## Results and discussion

### The Xalpha row

The Xalpha 1.0 row looks wrong. It has the shallowest anion level of the four calculations that bind F⁻, at −0.87 eV, together with the largest affinity, 7.84 eV, which is 2.31 times the measured 3.40 eV. It is also the only uncorrected functional in the table that binds the tenth electron. Plain LDA-PZ finds no bound solution, although fluoride is stable. Both results follow from one energy of about 13.6 eV, and the same energy gives a hand estimate of the anion level and, within limits, of the affinity.

Two limits govern the use of the numbers. The self-interaction correction (SIC) and the Latter tail are not variational in these all-electron Kohn-Sham calculations, so Janak's theorem, which ties a level to a derivative of the total energy, applies to the two uncorrected rows only. And "no" in the column bound solution found records that no self-consistent solution with all occupied levels bound was obtained. It can test the sign of a predicted level and nothing finer. Open shells are spherical averages, so the non-spherical density and the fine structure of the neutral atom (2p⁵ has a single term) are unresolved, and their share in the differences from the measured affinity is not known from these calculations.

Fluorine atom and its negative ion F⁻ (Z = 9), computed with Quantum ESPRESSO ld1.x 7.5: all-electron, non-relativistic Kohn-Sham calculations with spherical densities and a point nucleus. A bound solution is a self-consistent one with every occupied level of the anion bound; the electron affinity is the total energy of the atom minus that of the anion.

```csv
functional,spin polarised,correction,open shell rule,bound solution found,neutral highest eigenvalue (eV),measured electron affinity (eV),electron affinity (eV),anion highest eigenvalue (eV)
LDA-PZ,spin-polarised,none,open shells filled at highest spin,no,-10.478,3.4011897,n/a,n/a
LDA-PZ,spin-polarised,SIC,open shells filled at highest spin,yes,-18.683,3.4011897,3.7554,-5.0919
LDA-PW92,spin-polarised,SIC,open shells filled at highest spin,yes,-18.651,3.4011897,3.7451,-5.0931
LDA-PZ,spin-polarised,Latter tail,open shells filled at highest spin,yes,-12.763,3.4011897,3.0405,-1.0427
Xalpha 1.0,no spin polarisation,none,open shells spread evenly over spin and m,yes,-15.586,3.4011897,7.8424,-0.87404
```

LDA-PZ and LDA-PW92 are the local density approximation with two parametrisations of the correlation energy. Xalpha 1.0 is local exchange with the factor $\alpha = 1$, against $2/3$ in LDA, and no separate correlation term. It is run without spin polarisation, with the five 2p electrons spread evenly over spin and $m$. The other rows fill the open shell at highest spin, three 2p electrons of majority spin and two of minority spin. SIC subtracts from the potential of each orbital the Coulomb and exchange-correlation potential of its own density. The Latter tail replaces the outer potential by the one that an electron far from an ion should feel. Below, $\varepsilon_N$ is the neutral highest eigenvalue, $\varepsilon_A$ the anion highest eigenvalue, and $A = E(\mathrm{F}) - E(\mathrm{F^-})$ the electron affinity from total energies. The entry n/a marks values that do not exist because no anion was found.

### The rise of the level

In fluorine the highest occupied level of the atom is the partly filled 2p level (of minority spin in the polarised rows), and the added electron enters that level. The two eigenvalue columns therefore follow one level as its occupation grows by one electron. Its rise,

$$U = \varepsilon_A - \varepsilon_N ,$$

is 13.59 eV for LDA-PZ with SIC, 13.56 eV for LDA-PW92 with SIC, 11.72 eV with the Latter tail and 14.71 eV for Xalpha. The neutral levels of these rows run from −12.8 to −18.7 eV, a range of about 6 eV, while $U$ stays within 3 eV. The rounding of the table affects $U$ by less than 0.001 eV, so the spread is real.

The simplest picture is electrostatic. A unit negative charge spread on a shell of radius $R$ raises the potential energy of every electron inside it by $e^2/(4\pi\epsilon_0 R)$, which is 27.2 eV divided by $R$ in bohr. The plain mean of the four values of $U$ is 13.40 eV, or $R = 2.03$ bohr. Rounding to $R = 2$ bohr gives the first rule,

$$\varepsilon_A \approx \varepsilon_N + U_0, \qquad U_0 = 13.61\ \text{eV}. \tag{1}$$

The radius is fitted, and the two SIC rows are near duplicates, so it rests on three independent cases.

Further output of the same calculations, for the LDA-PZ rows with SIC and with the Latter tail, shows why the radius is so large. The 2p orbital of the atom has $1/\langle 1/r\rangle = 0.79$ bohr with SIC, and the Slater integral $F^0(2p,2p)$, the repulsion of two frozen spherical 2p clouds, is 23.9 eV in the atom and 20.9 eV in the anion with SIC, and 22.9 and 19.5 eV with the Latter tail. If each level rose by even the anion value of its own row, the SIC anion level would lie at +2.2 eV and the Latter one at +6.7 eV, against −5.09 and −1.04 eV found. The actual rise is 0.61 of the mean $F^0$ with SIC and 0.55 with the Latter tail.

The potential that the density change produces at the nucleus is the change in the sum of $\langle 1/r\rangle$ over all electrons, and with SIC it can be itemised from the orbital values, in 1/bohr. The new electron adds 1.1776. The three majority 2p orbitals fall from 1.3016 to 1.1776 and contribute −0.372, the two minority ones fall from 1.2724 and contribute −0.190, and the two 2s orbitals fall from 1.4566 and 1.4397 to 1.4107 and contribute −0.075. The 1s pair adds about 0.001. The sum is 0.542, equivalent to 14.75 eV or a radius of 1.85 bohr. So the swelling of the electrons already present cancels more than half of the newcomer's potential, and the net added charge lies well outside the 2p maximum. The minority 1s level, which samples the potential near the nucleus, rises by almost exactly as much. So close a match is luck, since the majority 1s level rises by about three quarters of an eV more.

A second measure is the change in the sum of $\langle r\rangle$, 2.21 bohr, which corresponds to 12.33 eV. The 2p rise of 13.59 eV lies between 12.33 and 14.75 eV, and in the Latter row 11.72 eV lies between 9.49 and 13.99 eV. These are not strict bounds, because the density change need not be positive everywhere and the exchange-correlation potential changes too. They show that 2 bohr is the right size. How much of the gap between $F^0$ and $U$ comes from relaxation and how much from exchange and correlation is not separated by these numbers.

### From the level to the affinity

For a variational functional Janak's theorem gives $\partial E/\partial n = \varepsilon(n)$, where $n$ is the extra occupation of the 2p level, from 0 in the atom to 1 in the anion. Integration gives $A = -\int_0^1 \varepsilon(n)\,dn$. If the level rises linearly, $\varepsilon(n) = \varepsilon_N + nU$, and

$$A \approx -\varepsilon_N - U/2, \qquad \varepsilon_A \approx -A + U/2. \tag{2}$$

No new constant enters, and with $U_0$ the half step is 6.80 eV.

The second form explains the opening row. The first fraction of the added electron goes into a deep level and the last fraction into a level higher by $U$, and the affinity is the average depth. The end point is negative only if $A > U/2$. For fluorine $U_0/2$ is 2.00 times the measured affinity, so an uncorrected local functional that reproduced 3.40 eV would place the anion level near $-3.40 + 6.80 = +3.40$ eV. On this argument such a functional can bind F⁻ only by overbinding it by a factor of about two, and Xalpha 1.0 does so. Part of its excess affinity comes from the missing spin polarisation, which leaves the neutral atom too high in energy, and the table cannot separate this part from the effect of $\alpha$. The exact functional escapes the argument because its energy is piecewise linear in electron number: for any fraction of the tenth electron the level stays at $-A$, and the step occurs as a jump at the integer.

The same defect appears in the far potential. A local exchange-correlation potential decays with the density, so at large $r$ an electron feels the net charge $Z - N$, with itself counted among the $N$ electrons. In F⁻ that is a repulsion of $+1/r$ in atomic units, where the correct tail, from a neutral atom left behind, has no Coulomb term. A positive level from rule (1) means at most a resonance behind this barrier. Xalpha has the same repulsive tail and binds because its well is deeper: its neutral level lies 5.11 eV below that of LDA-PZ. The row differs in spin treatment and correlation as well, but neither can be the main cause. In the further output the mean 2p level of spin-polarised LDA lies only about 0.9 eV below the minority level, and leaving out correlation raises a level. The larger $\alpha$ must therefore supply most of the 5.11 eV.

### Worked estimate: Xalpha 1.0

The input is $\varepsilon_N = -15.586$ eV. Rule (1) gives $\varepsilon_A \approx -15.586 + 13.61 = -1.98$ eV, so the anion is predicted bound. The computed level is −0.87 eV, and the estimate is 1.11 eV too deep. Rule (2) gives $A \approx 15.586 - 6.803 = 8.78$ eV, which is 12 % above the computed 7.84 eV. The row was one of the four in the mean behind $U_0$. With $U$ taken from the other three rows the level comes out 1.76 eV too deep, and the prediction of a bound level stands.

The error in $A$ has two parts. With the row's own $U$, rule (2) becomes the mean of the two levels, $(15.586 + 0.874)/2 = 8.23$ eV, still 0.39 eV or 5 % above the computed affinity. That remainder measures the curvature of $\varepsilon(n)$. Simpson's rule, $A = -(\varepsilon_N + 4\varepsilon_{1/2} + \varepsilon_A)/6$, solved for the half-occupied level gives $\varepsilon_{1/2} = -7.65$ eV, above the straight-line value of −8.23 eV. The level thus rises faster at first and more slowly later. This is an inference that assumes a smooth curve, and it agrees with the argument that an orbital which swells as it fills repels each further fraction less. Starting from the affinity, $-7.84 + 6.80 = -1.04$ eV misses the anion level by only 0.17 eV. That closeness is a cancellation, since the row's own half step, 7.36 eV, is larger than 6.80 eV and the curvature takes 0.39 eV of the difference back.

For plain LDA-PZ, which took no part in the fit, rule (1) gives $-10.478 + 13.61 = +3.13$ eV, and between +1.24 and +4.23 eV for the smallest and largest $U$ of the table. The sign agrees with the failure to find a bound anion. Rule (2) gives 3.68 eV for the affinity that a forced occupation would yield, a number that the table cannot test.

### Worked estimate: LDA-PZ with SIC

Rule (1) gives $-18.683 + 13.606 = -5.08$ eV against −5.09 eV computed. The agreement to 0.01 eV says little, because the two SIC rows carry half the weight of the mean and happen to sit at 2.00 and 2.01 bohr. Leaving the row out gives a level 0.26 eV too deep, and even then its twin remains in the mean.

Rule (2) fails here, with 11.88 eV against a computed 3.76 eV, an excess of 216 %. Janak's theorem does not hold with this correction, and the physical reading is that SIC changes what the level means. The neutral level belongs to an electron that sees the other eight, while an added electron meets all nine from the start, so the neutral level is the wrong starting point for the integral. In the anion, the electron in the level sees the other nine only, and $-\varepsilon_A$ resembles the energy to remove it with the other orbitals frozen, as in Koopmans' theorem. The affinity is then smaller by a relaxation energy $\Delta$,

$$A \approx -\varepsilon_A - \Delta \approx -\varepsilon_N - U_0 - \Delta. \tag{3}$$

The two SIC rows give $-\varepsilon_A - A = 1.34$ and 1.35 eV, and their mean, 1.34 eV, is taken as $\Delta$. Then $A \approx 5.08 - 1.34 = 3.74$ eV, 0.02 eV below the computed value, and 0.04 eV below for PW92. Since $\Delta$ was fitted to these rows, the agreement is no test. The name relaxation energy is an interpretation. It has the sign that theory requires, but its size is not tested here.

The SIC neutral level can itself be estimated from the plain one. To first order the correction lowers the level by the self-repulsion $F^0$ less the self-exchange, $(6/\pi)^{1/3}\int\rho^{4/3}\,d^3r$ for a fully polarised one-electron density $\rho$. For a spherically averaged Slater 2p orbital of exponent $\zeta$, $\rho = \zeta^5 r^2 e^{-2\zeta r}/(3\pi)$ and $F^0 = (93/256)\,\zeta = 0.363\,\zeta$, while $\int\rho^{4/3}d^3r = 4\pi\,\Gamma(17/3)\,(3\pi)^{-4/3}(3/8)^{17/3}\,\zeta = 0.167\,\zeta$. The self-exchange is $1.24 \times 0.167\,\zeta = 0.207\,\zeta$, or 0.57 of $F^0$, and the lowering is $0.43\,F^0$ whatever the exponent. With 23.9 eV this is 10.3 eV, 25 % more than the 8.21 eV in the table, which is $0.34\,F^0$. Removal of the self-correlation reduces the lowering, and the contraction of the other orbitals, which strengthens their repulsion, is expected to do the same. The single Slater function is a further approximation, and the separate shares are not known from these outputs. One third of $F^0$ serves as a working figure for this atom.

A lowering of 8 eV is ample against a predicted overshoot of 1 to 4 eV, which is why SIC restores the bound level. It moves the energy difference far less. In the further output the SIC energy is negative in both and lies 0.29 eV higher in the anion than in the atom. Removing that term leaves $3.76 + 0.29 = 4.05$ eV, the LDA affinity evaluated on SIC orbitals. It lies within 0.4 eV of the 3.68 eV from rule (2), an indirect support for that estimate, and $-4.05 + 6.80$ is still positive. The SIC affinities are 10 % above measurement (0.35 and 0.34 eV). Spherical averaging of the open-shell atom may account for part of this, which is a guess.

### The Latter tail, where the rules fail

Rule (1) gives +0.84 eV for the Latter row and so predicts no bound level, while the calculation finds −1.04 eV. The error of 1.89 eV is the largest in the table, 16 % of the row's $U$, and grows to 2.23 eV when the row is left out of the mean. The definition of the tail suggests the cause. The potential is replaced by $-(Z - N + 1)/r$ wherever that is lower. In the atom this is $-1/r$, and the table shows the neutral level lowered by 2.29 eV. In the anion it is zero, so the repulsive barrier is cut away and the potential is nowhere positive. Atom and anion are altered in different ways, and a level near zero can spread into the flattened region. The further output fits this: the mean square radius of the minority 2p orbital grows by a factor 1.76 from atom to anion, against 1.40 with SIC. The minority 1s level rises by 2.0 eV more than the minority 2p level, against 1.2 eV more with SIC, so the outer region is where the rows differ most. How much of the small $U$ is due to the cut and how much to the more diffuse charge is not determined.

Neither affinity rule holds. Rule (2) gives 5.96 eV, 96 % above the computed 3.04 eV, and $-\varepsilon_A - A$ is −2.00 eV, the opposite sign to the SIC rows. The Latter affinity is 11 % below measurement, but it is a difference of two energies that are minima of no functional. In the further output they lie 0.13 hartree (atom) and 0.09 hartree (anion) below the LDA energy evaluated on the SIC orbitals, which suggests that they carry a contribution of the tail potential itself, different in atom and anion. The closeness is therefore no recommendation.

### Accuracy and range

Over the four bound rows rule (1) has a root-mean-square error of 1.09 eV. A fixed ratio $\varepsilon_A = c\,\varepsilon_N$, with $c = 0.171$ the mean of 0.273, 0.273, 0.082 and 0.056, gives 1.71 eV. Each model gets one sign of five wrong. The ratio does better on the Latter row, with an error of 1.14 eV, but it can never predict an unbound level and puts plain LDA at −1.79 eV. An uncertainty of 1 to 2 eV is small beside $U$ and larger than the two shallow anion levels, so rule (1) decides binding only when $\varepsilon_N + U_0$ is further than about 2 eV from zero. The SIC rows and plain LDA meet that condition, Xalpha is on the edge, and the Latter row does not. Rule (2) has one direct test, at 12 %, and rule (3) has none.

The constant of 2 bohr belongs to fluorine. The steps carry over to another atom when the added electron enters the partly filled highest level, with $U$ rescaled to the size of the valence shell. A heavier halogen has a larger p shell and a smaller $U$, and since its affinity is of similar size, the overshoot $U/2 - A$ should shrink. For an atom whose shell or spin subshell is full, the electron enters a different level, the highest occupied eigenvalue of the atom is the wrong starting value, and the lowest empty one has to take its place.
